**Question.** The Dunlap–Parris–Kenkre result for correlated dipolar disorder, $\mu\propto\exp[-(\sigma/kT)^2+2(\sigma/kT)\sqrt{eaF/kT}]$, treats the site energies as Gaussian. On a simple cubic lattice of randomly oriented 3 D dipoles, 1 nm apart, the six nearest dipoles surely matter most, and six is not many. Where does the Gaussian assumption enter, and how much does it cost?

**Answer.** It enters in one average, which this lattice lets you do exactly. The first correction is a nearly field-independent $+T^{-4}$ term in $\ln\mu$, and the $\sqrt F$ term is almost untouched.

### The dwell time needs no statistics

Take a chain of sites $n$ along a cube axis, spacing $b$, energies $E_n=U_n-eFbn$, and $\beta=1/kT$. I use the rate $w_{n\to m}=\nu/(1+e^{\beta(E_m-E_n)})$ between neighbours. It obeys detailed balance and gives a zero-field mobility $\mu_0=\beta e\nu b^2/2$ without disorder. Write the occupation as $e^{-\beta E_n}\phi_n$. A steady flux $J$ requires $\phi_n-\phi_{n+1}=(J/\nu)(e^{\beta E_n}+e^{\beta E_{n+1}})$, with $\phi_n\to0$ downstream. Summing gives the time spent on site 0 per passing carrier, and its disorder average is

$$\tau=\frac1\nu\Big[1+2\sum_{n\ge1}e^{-fn}\big\langle e^{\beta(U_n-U_0)}\big\rangle\Big],\qquad f=\beta eFb,\qquad \mu=\frac{b}{\tau F}.$$

### Where the assumption enters

For Gaussian $U$ with variance $\sigma^2$ and correlation $C(n)$, the average is $\exp[\beta^2(\sigma^2-C(n))]$. This is the only place where the statistics are used. Put $C=\sigma^2a/(nb)$, $s=\beta\sigma$, $A=s^2a/b$, drop the 1 and replace the sum by an integral:

$$\int_0^\infty e^{-A/n-fn}\,dn=2n_*K_1(z),\qquad n_*=\sqrt{A/f},\qquad z=2\sqrt{Af}=2s\sqrt{\beta eaF}.$$

Then $\mu/\mu_0=e^{-s^2}/[zK_1(z)]$. Steepest descent about $n_*$ is the large-$z$ form $K_1\simeq\sqrt{\pi/2z}\,e^{-z}$, which gives $\mu\propto\exp(-s^2+z)$ up to a factor $z^{-1/2}$.

### The lattice, exactly

Let the dipoles have fixed magnitude $p$ and frozen, independent, isotropic directions $\hat p_j$, in a background permittivity $\epsilon$. The dipole on the carrier's own site is left out. With lengths in units of $b$,

$$U_n=u\sum_j\hat p_j\cdot\mathbf g(\mathbf r_j-n\hat x),\qquad \mathbf g(\mathbf r)=\frac{\mathbf r}{r^3},\quad \mathbf g(0)=0,\qquad u=\frac{ep}{4\pi\epsilon_0\epsilon b^2}.$$

The overall sign is immaterial. Each dipole averages separately, $\tfrac12\int_{-1}^1e^{xt}dt=\sinh x/x$, so with $\lambda=\beta u$

$$\ln\big\langle e^{\beta(U_n-U_0)}\big\rangle=\sum_j\ln\frac{\sinh x_j}{x_j}=\sum_j\Big(\frac{x_j^2}{6}-\frac{x_j^4}{180}+\frac{x_j^6}{2835}-\dots\Big),$$

where $x_j=\lambda|\mathbf g_1-\mathbf g_2|$, $\mathbf g_1=\mathbf g(\mathbf r_j)$ and $\mathbf g_2=\mathbf g(\mathbf r_j-n\hat x)$.

Define $S_k=\sum_{\mathbf r\ne0}r^{-k}$. The simple cubic sums are $S_4=16.532$, $S_8=6.946$ and $S_{12}=6.202$.

**The quadratic term is the Gaussian model.** It equals $(\lambda^2/3)[S_4-P(n)]$ with $P(n)=\sum_j\mathbf g_1\cdot\mathbf g_2$. Hence $\sigma^2=u^2S_4/3$ and $C(n)=u^2P(n)/3$. At large $n$, Gauss's law makes the average of $\mathbf g_1\cdot\mathbf g_2$ over a sphere about site 0 vanish for $r<n$ and equal $r^{-4}$ for $r>n$, so $P\to4\pi/n$. The correlation length is therefore $a=4\pi b/S_4=0.760\,b$, which is not the lattice spacing.

**The quartic term is the first correction**, $-\lambda^4Q(n)/180$ with $Q(n)=\sum_j|\mathbf g_1-\mathbf g_2|^4$. For dipoles near site 0,

$$|\mathbf g_1-\mathbf g_2|^4=g_1^4-4g_1^2\,\mathbf g_1\!\cdot\!\mathbf g_2+2g_1^2g_2^2+4(\mathbf g_1\!\cdot\!\mathbf g_2)^2+O(g_2^3).$$

In the linear term, $\mathbf g_1\cdot\mathbf g_2=-\sum_l l\,r^{l-3}P_l(\cos\theta)/n^{l+1}$ with Legendre polynomials $P_l$. Cubic symmetry removes $l=1,2,3$ and leaves $n^{-5}$. In the quadratic terms $g_2\simeq n^{-2}$, and $\cos^2\theta$ averages to $1/3$ over each cubic shell, which gives $(2+\tfrac43)S_4/n^4$. Site $n$ contributes equally, so

$$Q(n)=2S_8+\frac{20}{3}\frac{S_4}{n^4}+O(n^{-5}).$$

The constant factors out of the integral. The $n^{-4}$ piece is averaged to first order with the weight $e^{-A/n-fn}$, for which $\langle n^{-4}\rangle=K_3(z)/[n_*^4K_1(z)]$. The result is

$$\ln\frac{\mu}{\mu_0}=-s^2-\ln[zK_1(z)]+\Delta_4+\Delta_F,$$

$$\Delta_4=\frac{S_8\lambda^4}{90}=\frac{S_8}{10S_4^2}\,s^4=0.00254\,s^4,\qquad \Delta_F=\frac{S_4\lambda^4}{27\,n_*^4}\frac{K_3(z)}{K_1(z)}.$$

The sign is physical. A dipole of fixed length gives a bounded energy, so the tails are thinner than Gaussian, and wells and barriers are both less extreme. Each supplies half of $\Delta_4$. The excess kurtosis of $U$ is $-\tfrac65S_8/S_4^2=-0.030$.

The asker's instinct is half right. The six neighbours give 86 % of $S_8$ but only 36 % of $S_4$. The non-Gaussian part is local. The $1/r$ tail that produces $\sqrt F$ comes from the many dipoles beyond distance $n$, where the central limit theorem works.

### Numbers

Take $p=3$ D and $b=1$ nm, with $\epsilon=3$ as a typical value for an organic semiconductor film. Then $u=30.0$ meV, $\sigma=70.4$ meV and $a=0.760$ nm. At 300 K, $\lambda=1.160$ and $s=2.72$.

| | 300 K | 200 K |
|---|---|---|
| $s^2$ | 7.41 | 16.7 |
| $\Delta_4$ | 0.140 | 0.71 |
| next term, $-2S_{12}\lambda^6/2835$ | −0.011 | −0.12 |
| all orders, $\Delta$ | 0.130 | 0.61 |
| factor in $\mu$, $e^{\Delta}$ | 1.14 | 1.8 |

Here $\Delta=2\sum_{\mathbf r\neq0}[x^2/6-\ln(\sinh x/x)]$ with $x=\lambda/r^2$. Its series converges for $\lambda<\pi$. At 300 K, $\Delta_4$ is 1.9 % of $s^2$. The local slope of $-\ln\mu$ against $\beta^2$ from these two terms is $\sigma^2(1-2\Delta_4/s^2)$, so a $\sigma$ read from it comes out 1.9 % low at this order.

For the field dependence take $F=0.01$ V/nm ($10^5$ V/cm) at 300 K. Then $f=0.387$, $A=5.63$, $n_*=3.82$, $z=2.95$ and $K_3/K_1=3.09$, which give $\Delta_F=0.016$, or 0.5 % of $z$.

Read that as an order of magnitude, because the average leans on small $n$, where the expansion of $Q$ fails. Direct lattice sums give $Q(1)\approx5$ and $Q(2)\approx25$, against $2S_8=13.9$. At $n=2$ the one dipole between the two sites has $|\mathbf g_1-\mathbf g_2|=2$ and contributes 16. For that dipole the quartic term, 0.16, overshoots the full $x^2/6-\ln(\sinh x/x)=0.12$. The excess of $Q(2)$ over $2S_8$ lowers the $n=2$ exponent by 0.11, but that term carries under a tenth of the sum, so it moves $\ln\mu$ by about 0.01. At higher fields $n_*$ shrinks as $F^{-1/2}$ toward one lattice spacing, and the continuum saddle point itself is lost.

### What rivals or exceeds it

All at 300 K and 0.01 V/nm:

- **Short-range form of $C$.** On the lattice $P(2)\approx6.0$ rather than $2\pi=6.3$. This raises the $n=2$ exponent by 0.13, about as large as the quartic excess and opposite in sign. Its weighted effect on $\ln\mu$ is also about 0.01, so $\Delta_F$ should not be kept without it.
- **Taking $a=b$.** This raises $z$ by 0.43.
- **The prefactor.** $zK_1(z)e^z=2.40$, which lowers $\ln\mu$ by 0.88 relative to $-s^2+z$ and drifts with field.
- **The dropped 1** is a fraction 0.001 of $\nu\tau$ and harmless here.
- **One dimension.** For a smooth isotropic landscape in $d$ dimensions the local conductivity is $\propto e^{-\beta U}$. The second-order effective-medium result $\langle\kappa\rangle[1-\mathrm{var}(\kappa)/(d\langle\kappa\rangle^2)]$ for a conductivity $\kappa$, divided by the mean density $\langle e^{-\beta U}\rangle$, gives $\mu/\mu_0=1-s^2/d$ at zero field. Exponentiating is only indicative at $s=2.72$, but it suggests that $d=3$ raises $\ln\mu$ by roughly $2s^2/3=4.9$, since carriers go around barriers.

### When the assumption gets worse

If each site carries a dipole with probability $c$, the factor per site is $1-c+c\sinh x/x$, with logarithm $cx^2/6+(c/120-c^2/72)x^4+\dots$. Now $s^2=c\lambda^2S_4/3$, and

$$\Delta_4=-\frac{S_8}{S_4^2}\,\frac{3-5c}{20c}\,s^4 .$$

This reproduces the result above at $c=1$ and changes sign at $c=3/5$. At fixed $\sigma$ it grows as $1/c$ on dilution, where rare close dipoles fatten the tails and the Gaussian formula overestimates the mobility. For the full lattice the model's answer is a one-dimensional mobility 1.14 times the Gaussian value at 300 K and 1.8 times at 200 K, with the Poole–Frenkel term changed by well under a few per cent at $10^5$ V/cm.